The promotion energy considered here is the total energy of a singly charged 5d ion with one electron moved from 5d to 6p, less the total energy of the same ion in its ground configuration.

ΔE = E(final configuration) − E(configuration)

Each of the two states is a separate unrestricted determinant at the highest spin its occupation allows, and a positive ΔE means that the ground configuration lies lower. HF is the Hartree-Fock value. SCS-MP2 adds second-order correlation with the opposite-spin and same-spin parts weighted differently, either for the 5d, 6s and 6p electrons alone (valence) or with the 5s and 5p shells included (subvalence). The 4f shell printed in the configurations sits inside the core potential, and the energies contain no spin-orbit coupling.

PySCF 2.14.0, HF and SCS-MP2 from one real unrestricted determinant per state at highest spin, aug-cc-pwCVTZ-PP basis, scalar-relativistic core potential replacing 60 electrons. Energies for 5d to 6p promotion in singly charged 5d ions are total-energy differences, final minus ground configuration. Valence correlation freezes 5s and 5p; subvalence correlation includes them.

```
species   Z  electrons      configuration    final configuration  HF (eV)  SCS-MP2 subvalence (eV)  SCS-MP2 valence (eV)
    Ta+  73         72  [Xe] 4f14 5d3 6s1  [Xe] 4f14 5d2 6s1 6p1     3.98                     4.36                  4.07
    Re+  75         74  [Xe] 4f14 5d5 6s1  [Xe] 4f14 5d4 6s1 6p1     6.71                     7.05                  6.85
    Os+  76         75  [Xe] 4f14 5d6 6s1  [Xe] 4f14 5d5 6s1 6p1     3.31                     4.79                  5.07
    Pt+  78         77      [Xe] 4f14 5d9      [Xe] 4f14 5d8 6p1     6.52                     7.64                  7.73
    Au+  79         78     [Xe] 4f14 5d10      [Xe] 4f14 5d9 6p1     8.23                     9.24                  9.41
```

The ground configuration wins in every row and every column, by between 3.31 eV (Os+, HF) and 9.41 eV (Au+, SCS-MP2 valence). The reason is standard atomic physics. A 5d electron moves largely inside the 6p orbital and is only partly screened by the other 5d electrons, while a 6p electron lies outside the d shell and sees a charge that the shell has almost fully screened. Moving an electron outward in this way costs several eV, and no gain in exchange at high spin repays it in any of these ions.

The cost does not rise steadily with the nuclear charge Z. It climbs from Ta+ to Re+, falls by half in HF at Os+, and climbs again to Pt+ and Au+. A second contest therefore lies inside the first, namely which ion gives up a d electron most cheaply, and here the levels of theory disagree. HF puts Os+ below Ta+ and Pt+ below Re+, and both SCS-MP2 columns turn these two orders round. Both the zigzag and the reversals follow from asking which d electron is the one that leaves.

Re+ and Os+ show this most clearly, since they are neighbours and both keep one 6s electron as a spectator. Re+ has five d electrons of the same spin, and the promotion takes one of them out of a half-filled shell with the total spin unchanged, septet to septet. Os+ has a sixth d electron, which must carry the opposite spin. At highest spin it is this electron that leaves, turning its spin over as it enters 6p, so that a sextet becomes an octet and the half-filled shell is left whole. Pt+ (doublet to quartet) and Au+ (singlet to triplet) also raise their spin, so the values of these three ions are not the energies of spin-allowed transitions.

A pair count turns this into an energy. Let ε be the energy of a d electron in the field of the core, J the mean Coulomb repulsion between two d electrons, K the mean exchange lowering for two d electrons of parallel spin, and P the number of such parallel pairs. A shell of n electrons, and the cost of removing one of them, are then

E(dⁿ) = n·ε + ½n(n − 1)·J − K·P
cost = −ε − (n − 1)·J + K·ΔP

where ΔP is the number of parallel pairs lost. The first two terms change smoothly along the row, and the last one jumps.

The jump can be read off any high-spin configuration. Up to the half-filled shell the leaving electron is parallel to all the others and ΔP = n − 1; beyond it the leaving electron belongs to the minority spin and ΔP = n − 6. This gives two pairs for Ta+, four for Re+, none for Os+, three for Pt+ and four for Au+. The count predicts a saw-tooth with a peak at d5 and a trough at d6, which is the shape of all three columns.

One estimate needs no fitted constant. If the smooth terms are taken as equal in the two neighbours, the drop from Re+ to Os+ is the price of four pairs:

(6.71 − 3.31) eV / 4 = 3.40 eV / 4 = 0.85 eV per pair in HF

This is an order of size and not a value of K. The same drop contains the d–s exchange that Re+ loses and Os+ keeps, and one more d–p exchange gained in Os+, while a rise of the smooth terms with Z works the other way.

Rows that were not used in the estimate show how far the count carries. From Ta+ to Re+ two more pairs are lost, worth 2 × 0.85 = 1.70 eV, against an HF step of 2.73 eV. Re+ and Au+ lose the same four pairs, yet Au+ lies 1.52 eV higher in HF (the difference of the two table values). The count thus gives the direction of every step and falls short of the size of the upward ones. The remainder has the sign that theory gives for a d shell bound more tightly as Z grows, but Pt+ and Au+ also have no 6s electron, and five rows do not separate the two influences.

The dip at Os+ does not come from a mixture of L terms. One real determinant can mix terms of different orbital angular momentum L whenever a configuration allows several at highest spin, and the runs flag this for Ta+, Re+, Pt+ and Au+. Counting the allowed terms places the mixing in the upper state for Re+, Pt+ and Au+, whose lower states allow a single L, while in Ta+ either state may be mixed. One state of Os+ was not checked for purity, but its lower configuration allows only a D term and its upper only a P term, so within these configurations there is nothing to mix. The Re+ peak may be off by some tenths of an eV through its upper state, which is small against the drop.

The leaving electron also decides how much correlation matters. From HF to SCS-MP2 valence the promotion energy rises by 0.09 eV in Ta+ and 0.14 eV in Re+, but by 1.76 eV in Os+ and about 1.2 eV in Pt+ and Au+. The three large shifts belong to the three ions in which a doubly occupied d orbital is broken up. HF keeps parallel electrons apart through exchange and lets opposite-spin electrons move independently, so it overcharges the state that holds more tightly packed opposite-spin pairs, here the ground state. The higher-spin upper state is then favoured and ΔE comes out too low.

The same calculation gives plain MP2 energies, and with them the shift can be divided. Let OS and SS be the opposite-spin and same-spin contributions to ΔE, m the MP2 shift from HF and c the SCS-MP2 shift. With the standard weights, of which the first is assumed here,

m = OS + SS
c = (6/5)·OS + (1/3)·SS
OS = (c − m/3) / (6/5 − 1/3)

For Os+ with valence correlation MP2 gives 4.59 eV, and the steps are

m = 4.59 − 3.31 = 1.28 eV, c = 5.07 − 3.31 = 1.76 eV
OS = (1.76 − 1.28/3) / (13/15) = 1.54 eV, SS = 1.28 − 1.54 = −0.26 eV

Opposite-spin correlation accounts for more than the whole shift. All valence spins of the octet are parallel, so the 1.54 eV is, to second order, the whole valence opposite-spin correlation of the Os+ ground state, lost on promotion.

In Ta+ and Re+ the valence OS comes out as zero to within 0.01 eV, but this is built in, because all valence spins are parallel in both states; it confirms the weight 1/3 and no more. The subvalence results are a fairer control, since the 5s and 5p electrons supply opposite spins in every ion. There OS is about 0.2 eV in Ta+ and Re+, and between 0.76 and 1.24 eV in the three ions that break a pair. The numbers therefore show that the large shifts are of opposite-spin origin and go with the broken pair.

Os+ shifts more than Pt+ and Au+, whose valence OS values are 0.96 and 0.91 eV, although each of the three loses five opposite-spin d–d pairs. Two differences may contribute. Os+ also loses the opposite-spin pair between the leaving electron and the 6s electron, and Pt+ and Au+ keep minority electrons, which form new opposite-spin pairs with the 6p electron. How much either matters is a guess that the energies at hand do not test. Whatever the cause, Os+ is the row most sensitive to the method.

The order of ground and promoted configuration is safe against all of this. Across HF, the MP2 variants and the density functionals run for each ion, HF gives the lowest value in every row, so each treatment of correlation moves the result away from a reversal. The tightest case is Os+, which ranges from 3.31 eV in HF to 5.44 eV in B3LYP; its smallest value is still 1.6 times the whole spread. The spread measures disagreement among methods and not the error of any one of them, but a reversal would need an error of more than 3 eV in the favourable direction. The determinant errors are some tenths of an eV, and spin-orbit shifts in 5d ions are roughly up to 1 eV (a recalled size, like the splitting of the Pt+ ground term), which together fall well short.

Among the ions, the zigzag itself is less safe but likely to survive. Re+ lies above Os+ at every level run for both, by 1.78 eV at the least (SCS-MP2 valence), so correlation shrinks the HF drop, at most to about half, without removing it. Spin-orbit coupling is expected to narrow the gap further, since to first order it lowers the D ground term of Os+ but not the S term of Re+, though probably not by enough to close it. Au+ lies above Pt+ by 1.42 to 1.76 eV at all shared levels. That narrow range reflects the similar opposite-spin loss in the two ions, which cancels in the difference, though the missing spin-orbit coupling could take up a good part of this margin too.

The order of Ta+ and Os+ is another matter, because it sets an ion with no broken pair against the ion with the largest opposite-spin loss, and nothing cancels. Exchange makes Os+ the cheaper by 0.67 eV in HF, and correlation pushes it back up. The gap E(Os+) − E(Ta+) of the promotion energies builds up as

MP2 valence: −0.67 + (1.28 − 0.27) = +0.34 eV
SCS-MP2 valence: −0.67 + (1.76 − 0.09) = +1.00 eV

The SCS weights enlarge the opposite-spin part that raises Os+ and shrink the same-spin parts, which raise Ta+ and lower Os+. All three changes widen the gap, so two thirds of an eV of it comes from the choice of weights.

Correlating 5s and 5p narrows the gap again. It raises Ta+ by 0.29 eV and lowers Os+ by 0.28 eV, leaving 0.43 eV in SCS-MP2 subvalence, and plain MP2 with the same shells gives a tie. The sign of this shift is positive in the two spin-conserving ions and negative in the other three, for a reason these numbers do not reveal. The valence column, which looks the most decisive, is thus the less complete of the two SCS-MP2 columns.

The functionals split as well. PBE keeps Ta+ lower by 0.32 eV and PBE0 by 0.18 eV, whereas r2SCAN puts Os+ lower by 0.26 eV. Margins of this size lie inside the purity error of Ta+, whose sign is open: a mixed lower state lies above the lowest term and makes ΔE too small, and a mixed upper state makes it too large. Spin-orbit coupling, which acts differently on the open d shells of the two ions, could decide the order either way, and no functional can be blamed while it is left out.

Re+ and Pt+ repeat the pattern more mildly. HF has Pt+ lower by 0.19 eV, and the broken pair in Pt+ turns this into a lead for Re+ at every correlated level run for both, from 0.88 eV in SCS-MP2 valence down to 0.12 eV in PBE. The agreement in sign makes the HF order the likely artefact, for the reason that the opposite-spin analysis gives. Both upper states can mix terms, though, and spin-orbit coupling is missing. It would lower the ground level of Pt+ but not, to first order, the S term of Re+, which taken alone would widen the lead of Re+; its effect on the two upper states is not known here. A net shift of a few tenths of an eV the other way would be enough to restore the HF order at the lower end of this range.

For these ions the working rule is to count, before comparing two promotion energies, the parallel pairs and the doubly occupied d orbitals that each promotion destroys. Where both ions break a pair or neither does, much of the correlation shift cancels, and HF gives the gap to within about 0.3 eV of the correlated levels for Au+ against Pt+ and Re+ against Ta+. Os+ is the exception: its larger opposite-spin loss leaves the HF gap to Pt+ too wide by up to about 1 eV. Where only one does, HF is biased towards that ion by about 0.7 to 1.7 eV relative to the valence-correlated values, and a gap below about 1 eV, like that between Ta+ and Os+ in the subvalence column, should be treated as undecided until pure terms and spin-orbit coupling are in the energies.
